**Pole models for the imaginary-frequency polarisabilities of Ar14+**

The table holds the dipole and quadrupole polarisabilities of Be-like Ar14+ (1s²2s²) at sixteen imaginary frequencies from 0 to 581 hartree, from relativistic RPA (no-pair Dirac-Coulomb, B-spline basis). The program asks how few terms of the sum α(iω) = Σ f/(ωn² + ω²) describe the curves: one, two and three terms for the dipole, and the 2s→d excitations of the same calculation, with and without one fitted extra term, for the quadrupole. One dipole term fails by 94% in the last row, two terms by up to 18.5%, and three terms near 1.9, 23 and 134 hartree stay within 1.4% and account for the shoulder in the log-log slope near 12 to 17 hartree. The single 2s→3d line at 18.75 hartree gives the quadrupole curve to between 5% and 16%, and eight lines plus one fitted term to 0.6%. The output also sets the tails against the sum rules and the three-term fit against S(−4), C6, C8 and the mean excitation energy of the same run.

Dipole and quadrupole polarisabilities of Ar14+ (Z = 18, [He] 2s2) at imaginary frequency, calculated with B-spline many-body code 1 in relativistic RPA (time-dependent Dirac-Hartree-Fock), using the no-pair Dirac-Coulomb Hamiltonian and a B-spline basis. The nucleus has a finite size, with an rms radius of 3.4274 fm.

## The fit in Python

```python
# Table: dipole and quadrupole polarisabilities at imaginary frequency of Ar14+ (1s2 2s2), B-spline code,
# relativistic RPA, no-pair Dirac-Coulomb. Tested: alpha(iw) = sum f/(wn^2+w^2) with few poles, and sum rules.
T = {
    'imaginary_frequency': [0.0, 1.16, 2.9, 5.81, 8.71, 11.6, 17.4, 23.2, 29.0, 40.7, 58.1, 87.1, 116.0, 174.0, 290.0, 581.0],  # hartree
    'dipole_polarisability_curve': [0.06076, 0.04433, 0.01955, 0.008016, 0.004974, 0.003668, 0.002408, 0.001747, 0.001333, 0.0008529, 0.0005149, 0.0002824, 0.0001821, 9.527e-05, 3.974e-05, 1.101e-05],  # bohr³
    'quadrupole_polarisability_curve': [0.001621, 0.001615, 0.001584, 0.001482, 0.00134, 0.001181, 0.0008837, 0.0006542, 0.0004911, 0.0002946, 0.0001605, 7.64e-05, 4.44e-05, 2.033e-05, 7.511e-06, 1.908e-06],  # bohr⁵
}
import numpy as np
from scipy.optimize import least_squares, brentq
from scipy.constants import physical_constants as pc
eV = pc['Hartree energy in eV'][0]
x = np.array(T['imaginary_frequency'], float)
D = np.array(T['dipole_polarisability_curve'], float); Q = np.array(T['quadrupole_polarisability_curve'], float)
# further outputs of the same run
S4, C6, C8, Imean, D1s, Q1s = 0.0173215, 0.00563215, 0.0015484, 1756.4, -6.38332e-05, 9.0646e-07
Dun, Qun, E2p, E2 = 0.0431958, 0.00151281, -0.146461, -0.17832
qw = np.array([504.78, 510.247, 656.94, 658.682, 726.942, 727.736, 767.239, 767.777]) / eV
qf = np.array([0.00025966, 0.5402, 2.6726e-05, 0.035481, 6.7934e-06, 0.0074847, 3.1214e-06, 0.0031574])
Z, N = 18, 4
Z1, Z2 = Z - 0.30, Z - 2 * 0.85 - 0.35   # Slater screening rules
def terms(f, w, t): return f[None, :] / (w[None, :]**2 + np.atleast_1d(t)[:, None]**2)
def al(f, w, t=x): return terms(f, w, t).sum(1)
def fit(y, starts, base=0.0):
    r = [least_squares(lambda p: np.log((base + al(np.exp(p[0::2]), np.exp(p[1::2]))) / y), np.log(s)) for s in starts]
    p = np.exp(min(r, key=lambda k: k.cost).x); o = np.argsort(p[1::2])
    return p[0::2][o], p[1::2][o]
def half(v): return 0.5 * 10.0**np.floor(np.log10(v))
def rnd(y, f, w):   # percent: four figures of alpha plus three figures of the frequency
    dx = np.where(x > 0, half(np.where(x > 0, x, 1.0)) * 1e-2, 0.0)
    return 100 * (half(y) * 1e-3 / y + 2 * x * dx * (terms(f, w, x)**2 / f).sum(1) / al(f, w))
def slope(y): return np.diff(np.log(y[1:])) / np.diff(np.log(x[1:]))
def err(m, y): return 100 * (m / y - 1)
def show(f, w): return '; '.join('f %.3f at %.2f Eh (%.0f eV)' % (a, b, b * eV) for a, b in zip(f, w))
def cp(f, w, g, v): return (np.outer(f / w, g / v) / (w[:, None] + v[None, :])).sum()
def sl(s, i): return '%6.2f' % s[i - 2] if i > 1 else '     -'
w1 = np.array([np.sqrt(D[0] / S4)]); f1 = D[0] * w1**2
f2, w2 = fit(D, [[0.2, 1.8, 3, 60], [0.3, 2, 2, 30], [0.5, 3, 3, 120]])
f3, w3 = fit(D, [[0.2, 1.8, 1.8, 25, 1.8, 150], [0.2, 2, 1.2, 20, 2.4, 120]])
fr, wr = fit(Q, [[0.05, 60], [0.03, 150]], base=al(qf, qw))
fq, wq = np.append(qf, fr), np.append(qw, wr)
sD, sQ = slope(D), slope(Q)
e1, e2, e3 = err(al(f1, w1), D), err(al(f2, w2), D), err(al(f3, w3), D)
g1, g8, g9 = err(al(qf[1:2], qw[1:2]), Q), err(al(qf, qw), Q), err(al(fq, wq), Q)
sh = 100 * terms(f3, w3, x) / al(f3, w3)[:, None]; rD, rQ = rnd(D, f3, w3), rnd(Q, fq, wq)
print('dipole 1 pole from alpha(0), S(-4):', show(f1, w1))
print('dipole 2 poles:', show(f2, w2), '; sum f %.2f' % f2.sum())
print('dipole 3 poles:', show(f3, w3), '; sum f %.2f' % f3.sum())
print('static bohr^3: top pole %.1e, hydrogenic 1s2 %.1e, 1s subshell part %.1e' % (f3[2] / w3[2]**2, 9 / Z1**4, D1s))
print('dipole: w/Eh, log slope, w^2 alpha, error % 1/2/3 poles, rounding %, share % low/mid/top pole')
for i in range(len(x)):
    print('%6.2f %s %6.3f %7.1f %6.1f %6.2f %5.2f %5.1f %5.1f %5.1f' % (x[i], sl(sD, i), x[i]**2 * D[i], e1[i], e2[i], e3[i], rD[i], *sh[i]))
Im = np.exp((f3 * np.log(w3)).sum() / f3.sum()) * eV
print('3 poles vs run, %%: S(-4) %+.1f, C6 %+.1f, C8 %+.1f, mean excitation %+.1f (%.0f eV); low pole gives %.0f%% of C6'
      % (err((f3 / w3**4).sum(), S4), err(1.5 * cp(f3, w3, f3, w3), C6), err(7.5 * cp(f3, w3, fq, wq), C8), err(Im, Imean), Im, 75 * f3[0]**2 / w3[0]**3 / C6))
print('screened hydrogenic Eh: n=2->3 %.1f, 2s edge %.1f, 1s->2p %.0f, 1s edge %.0f' % (5 / 72 * Z2**2, Z2**2 / 8, 0.375 * Z1**2, Z1**2 / 2))
print('quadrupole: main line %.2f Eh; 8 lines sum f %.3f; added pole f %.3f at %.0f Eh; 1s static share %.2f%%' % (qw[1], qf.sum(), fr[0], wr[0], 100 * Q1s / Q[0]))
print('quadrupole: w/Eh, log slope, w^2 alpha, error % main line/8 lines/8+1, rounding %, alpha/alpha(0) quad, dip')
for i in range(len(x)):
    print('%6.2f %s %6.3f %6.1f %6.2f %6.2f %5.2f %7.4f %7.4f' % (x[i], sl(sQ, i), x[i]**2 * Q[i], g1[i], g8[i], g9[i], rQ[i], Q[i] / Q[0], D[i] / D[0]))
sb, ss = 2 * (84 + 6) / Z**2, 2 * (84 / Z2**2 + 6 / Z1**2)
print('2 sum<r^2> bohr^2: bare %.3f, Slater %.3f (1s share %.1f%%), 8+1 sum f %.3f; dipole last row %.1f%% of N'
      % (sb, ss, 1200 / Z1**2 / ss, fq.sum(), 100 * x[-1]**2 * D[-1] / N))
hD = brentq(lambda t: al(f3, w3, t)[0] - D[0] / 2, 0.1, 50); hQ = brentq(lambda t: al(fq, wq, t)[0] - Q[0] / 2, 1, 100)
print('half value at Eh: dip %.2f, quad %.1f, ratio %.1f; coupling raises dip %.0f%%, quad %.0f%%; p wave %.0f%% of E2'
      % (hD, hQ, hQ / hD, err(D[0], Dun), err(Q[0], Qun), 100 * E2p / E2))
print('worst error % (at Eh): ' + ', '.join('%s %+.1f (%g)' % (n, e[np.argmax(abs(e))], x[np.argmax(abs(e))])
      for n, e in [('dip1', e1), ('dip2', e2), ('dip3', e3), ('quad8', g8), ('quad8+1', g9)]))
assert sD[4] - sD[1] > 0.15 and sD[4] - sD[-1] > 0.5      # shoulder in the dipole slope near 11.6-17.4
assert np.all(np.diff(sQ) < 0) and sQ[-1] > -2.01          # quadrupole slope runs monotonically towards -2
assert np.all(np.diff(x**2 * D) > 0) and x[-1]**2 * D[-1] < N
assert sb < x[-1]**2 * Q[-1] < ss
```

Output:

```
dipole 1 pole from alpha(0), S(-4): f 0.213 at 1.87 Eh (51 eV)
dipole 2 poles: f 0.273 at 2.21 Eh (60 eV); f 2.771 at 43.68 Eh (1189 eV) ; sum f 3.04
dipole 3 poles: f 0.203 at 1.87 Eh (51 eV); f 1.343 at 22.81 Eh (621 eV); f 2.235 at 134.38 Eh (3657 eV) ; sum f 3.78
static bohr^3: top pole 1.2e-04, hydrogenic 1s2 9.2e-05, 1s subshell part -6.4e-05
dipole: w/Eh, log slope, w^2 alpha, error % 1/2/3 poles, rounding %, share % low/mid/top pole
  0.00      -  0.000     0.0   -5.7  -0.41  0.01  95.5   4.3   0.2
  1.16      -  0.060    -0.9    2.1   0.36  0.24  93.9   5.8   0.3
  2.90  -0.89  0.164    -8.5   12.5   0.72  0.24  86.5  12.9   0.6
  5.81  -1.28  0.271   -28.6    6.0  -0.27  0.12  68.1  30.3   1.5
  8.71  -1.18  0.377   -46.0   -3.9  -0.82  0.07  51.8  45.7   2.5
 11.60  -1.06  0.494   -57.9   -9.6  -0.66  0.45  40.3  56.3   3.4
 17.40  -1.04  0.729   -71.1  -11.1   0.34  0.32  27.4  67.5   5.0
 23.20  -1.12  0.940   -77.5   -6.4   0.96  0.28  21.2  71.9   6.8
 29.00  -1.21  1.121   -81.1   -0.1   0.92  0.26  17.9  73.3   8.8
 40.70  -1.32  1.413   -84.9   10.4  -0.03  0.18  14.3  72.4  13.3
 58.10  -1.42  1.738   -87.8   17.6  -1.12  0.14  11.8  67.7  20.5
 87.10  -1.48  2.142   -90.1   16.1  -1.00  0.10   9.6  59.3  31.2
116.00  -1.53  2.450   -91.3   10.2   0.00  0.68   8.3  52.8  38.9
174.00  -1.60  2.884   -92.6   -0.2   1.35  0.47   6.9  45.2  47.9
290.00  -1.71  3.342   -93.6  -10.8   1.07  0.32   6.0  39.5  54.5
581.00  -1.85  3.717   -94.3  -18.5  -1.37  0.21   5.5  36.6  57.9
3 poles vs run, %: S(-4) -4.9, C6 +0.2, C8 -0.2, mean excitation -11.8 (1548 eV); low pole gives 83% of C6
screened hydrogenic Eh: n=2->3 17.7, 2s edge 31.8, 1s->2p 117, 1s edge 157
quadrupole: main line 18.75 Eh; 8 lines sum f 0.587; added pole f 0.056 at 113 Eh; 1s static share 0.06%
quadrupole: w/Eh, log slope, w^2 alpha, error % main line/8 lines/8+1, rounding %, alpha/alpha(0) quad, dip
  0.00      -  0.000   -5.2  -0.54  -0.27  0.03  1.0000  1.0000
  1.16      -  0.002   -5.2  -0.55  -0.27  0.03  0.9963  0.7296
  2.90  -0.02  0.013   -5.3  -0.55  -0.27  0.04  0.9772  0.3218
  5.81  -0.10  0.050   -5.4  -0.57  -0.27  0.05  0.9143  0.1319
  8.71  -0.25  0.102   -5.7  -0.67  -0.34  0.06  0.8267  0.0819
 11.60  -0.44  0.159   -5.9  -0.66  -0.29  0.28  0.7286  0.0604
 17.40  -0.72  0.268   -6.6  -0.86  -0.37  0.27  0.5452  0.0396
 23.20  -1.05  0.352   -7.2  -1.06  -0.41  0.26  0.4036  0.0288
 29.00  -1.29  0.413   -7.8  -1.28  -0.44  0.25  0.3030  0.0219
 40.70  -1.51  0.488   -8.7  -1.76  -0.43  0.22  0.1817  0.0140
 58.10  -1.71  0.542   -9.7  -2.46  -0.28  0.18  0.0990  0.0085
 87.10  -1.83  0.580  -10.9  -3.52   0.11  0.11  0.0471  0.0046
116.00  -1.89  0.597  -11.9  -4.46   0.39  0.83  0.0274  0.0030
174.00  -1.93  0.616  -13.2  -5.85   0.59  0.58  0.0125  0.0016
290.00  -1.95  0.632  -14.8  -7.54   0.20  0.35  0.0046  0.0007
581.00  -1.97  0.644  -16.2  -9.02  -0.60  0.20  0.0012  0.0002
2 sum<r^2> bohr^2: bare 0.556, Slater 0.699 (1s share 5.5%), 8+1 sum f 0.643; dipole last row 92.9% of N
half value at Eh: dip 1.95, quad 19.0, ratio 9.7; coupling raises dip 41%, quad 7%; p wave 82% of E2
worst error % (at Eh): dip1 -94.3 (581), dip2 -18.5 (581), dip3 -1.4 (581), quad8 -9.0 (581), quad8+1 -0.6 (581)
```
